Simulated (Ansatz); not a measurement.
HfGeTe: energy above lowest point against volume scale

All results are calculated (Ansatz 0.2.0). Free energy against uniform scaling of the volume at fixed shape and fractions; periodic cell, basis, potentials, k mesh and filling as listed.

The cell before it is scaled or strained (space group P4/nmm, No. 129):
```
cell vectors (Å)
   3.8700     0.0000     0.0000
   0.0000     3.8700     0.0000
   0.0000     0.0000     8.5000
atoms (fractions of the cell vectors)
Hf  0.00000  0.50000  0.24100
Hf  0.50000  0.00000  0.75900
Ge  0.00000  0.00000  0.00000
Ge  0.50000  0.50000  0.00000
Te  0.00000  0.50000  0.62000
Te  0.50000  0.00000  0.38000
```

Settings of every row: functional r2SCAN; dispersion none; potentials PAW; wave cutoff 600 eV; density cutoff 2400 eV; k mesh 6x6x3; k shift 0x0x0; occupations fermi dirac; smearing width 0.15 eV; spin none.

Limits: coarse k mesh, up to 40 meV an atom off; no spin-orbit coupling, which can matter with elements this heavy.

| row | volume scale | V (Å³/atom) | energy above lowest point (meV/atom) |
| --- | --- | --- | --- |
| 1 | 0.92 | 19.52 | 65.1 |
| 2 | 0.9467 | 20.086 | 30.7 |
| 3 | 0.9733 | 20.651 | ? |
| 4 | 1 | 21.217 | 0 |
| 5 | 1.0267 | 21.784 | 0.5 |
| 6 | 1.0533 | 22.348 | 9.8 |
| 7 | 1.08 | 22.915 | 26.7 |

Question: what energy above lowest point should row 3 give?

Worked fit of energy above lowest point. Take u = (V_r/V)^(2/3) − 1 with V_r = 21.5 Å³ an atom, which is twice the finite (Eulerian) strain; such expansions in the strain, on which the Birch-Murnaghan equation of state is built, carry the rest volume and the bulk modulus. The shown rows have u = 0.06653, 0.0464, 0.00887, -0.00871, -0.02546, -0.0416. Least squares give energy above lowest point = −0.91 − 31.5 × u + 15277 × u² + 1676 × u³ meV/atom; a parabola predicts inner rows, each left out in turn, worse (root mean square 0.084 against 0.051 meV/atom). All shown rows lie on it to the printed digit. Its lowest point lies at u = 0.0010, or V = 21.47 Å³ an atom, and the curvature there gives the bulk modulus at fixed shape and fractions, B = (4/9)(1 + u)² E″(u)/V = 102 GPa. Letting shape and atoms relax would as a rule lower it, by much in layered, chain or molecular crystals. The withheld row has u = 0.02722, so the fit gives −0.91 − 31.5 × (0.02722) + 15277 × (0.02722)² + 1676 × (0.02722)³ = 9.6 meV/atom.

The calculation gave 9.6 meV/atom. The fit meets it to the printed digit.
